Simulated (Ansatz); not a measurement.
Pressure against volume in Sc5Al

The cell was found from a structure generator's guess, not taken from experiment.

The calculation used Ansatz 0.2.0, DFT PBE, scalar-relativistic, plane waves, PAW. Settings of the last relaxation (6-atom cell): 420 eV, 12×12×8 k points, Gaussian smearing of 0.10 eV, no spin polarisation.

```cif
data_structure
_symmetry_space_group_name_H-M 'P 1'
_symmetry_Int_Tables_number 1
_cell_length_a 5.5912
_cell_length_b 5.5912
_cell_length_c 5.0647
_cell_angle_alpha 90.000
_cell_angle_beta 90.000
_cell_angle_gamma 120.000
_cell_volume 137.12
loop_
_atom_site_label
_atom_site_type_symbol
_atom_site_fract_x
_atom_site_fract_y
_atom_site_fract_z
_atom_site_occupancy
Sc1 Sc 0.00000 0.68504 0.00000 1
Sc2 Sc 0.68504 0.00000 0.00000 1
Sc3 Sc 0.31496 0.31496 0.00000 1
Sc4 Sc 0.33333 0.66667 0.50000 1
Sc5 Sc 0.66667 0.33333 0.50000 1
Al1 Al 0.00000 0.00000 0.50000 1
```

The cell was set to several volumes, with shape and atoms relaxed at each where symmetry leaves them free. Pressure is positive in compression, and energies count from the lowest row. No row has a gap on its mesh.

| row | V (Å³/atom) | P (GPa) | ΔE (meV/atom) |
| --- | --- | --- | --- |
| 1 | 20.111 | 9.27 | 71.9 |
| 2 | 20.797 | ? | ? |
| 3 | 21.482 | 4.03 | 16.3 |
| 4 | 22.168 | 1.88 | 3.8 |
| 5 | 22.853 | -0.01 | 0.0 |
| 6 | 23.539 | -1.67 | 3.7 |
| 7 | 24.225 | -3.12 | 14.1 |
| 8 | 25.139 | -4.77 | 36.8 |

Question: Find B = −V·ΔP/ΔV from rows 4 and 6 and from rows 1 and 3, and from the two its slope B′ and its value B0 at zero pressure.

Answer: Rows 4 and 6 give −(22.168 + 23.539)/2 × (-1.67 − (1.88))/(23.539 − 22.168) = 59.2 GPa at a mean pressure of 0.10 GPa. Rows 1 and 3 give −(20.111 + 21.482)/2 × (4.03 − (9.27))/(21.482 − 20.111) = 79.5 GPa at a mean pressure of 6.65 GPa. So B′ = (79.5 − 59.2)/(6.65 − (0.10)) = 3.10 and B0 = 59.2 − 3.10 × (0.10) = 58.9 GPa. A third-order Birch–Murnaghan fit to all the energies gives B0 = 58.8 GPa and B′ = 3.3.

Question: Estimate the pressure and energy of row 2.

Answer: From row 5, V0 = 22.853 × (1 + (-0.01)/58.9) = 22.849 Å³/atom. Murnaghan's form P = (B0/B′)·[(V0/V)^B′ − 1] gives (58.9/3.10) × [(22.849/20.797)^3.10 − 1] = 6.44 GPa; the computed pressure is 6.47 GPa, so the estimate is off by -0.03 GPa. The work of compression from row 3, with the mean of the two pressures, gives ΔE = 16.3 + (6.44 + 4.03)/2 × (21.482 − 20.797)/160.2 × 1000 = 38.7 meV/atom (1 eV/Å³ = 160.2 GPa); the computed value is 38.5 meV/atom.

The cell is a metal run without spin, though a test with spin on the coarse mesh kept 0.4 μB a cell, so a magnetic state probably lies lower. All volumes keep the k mesh of the relaxed cell. A later test with randomly moved atoms came back to the same energy, though modes that don't fit the test's cell weren't probed.

Sc5Al is a soft metal that stiffens steadily under compression: the bulk modulus rises from 59.2 GPa near zero pressure to 79.5 GPa at a mean pressure of 6.65 GPa. The low starting value is close to that of elemental scandium, as expected for a compound so rich in it. With few valence electrons per atom, the bonding part of the Sc d band is only partly filled, and cohesion is modest. Squeezing the cell raises the electrons' kinetic energy and the overlap repulsion between ion cores faster than the bonding gains, so resistance grows. The rather small B′ suggests that some s and p charge moves into the Sc d states under pressure, as in the early transition metals generally, which would ease the compression.

The slope of 3.10 is an average over a finite pressure range, and since B′ normally falls with pressure, the fit's 3.3 at zero pressure is consistent with it. The curve describes resistance to volume change only, and doesn't show whether Sc5Al is stable against separation into neighbouring Sc–Al phases.
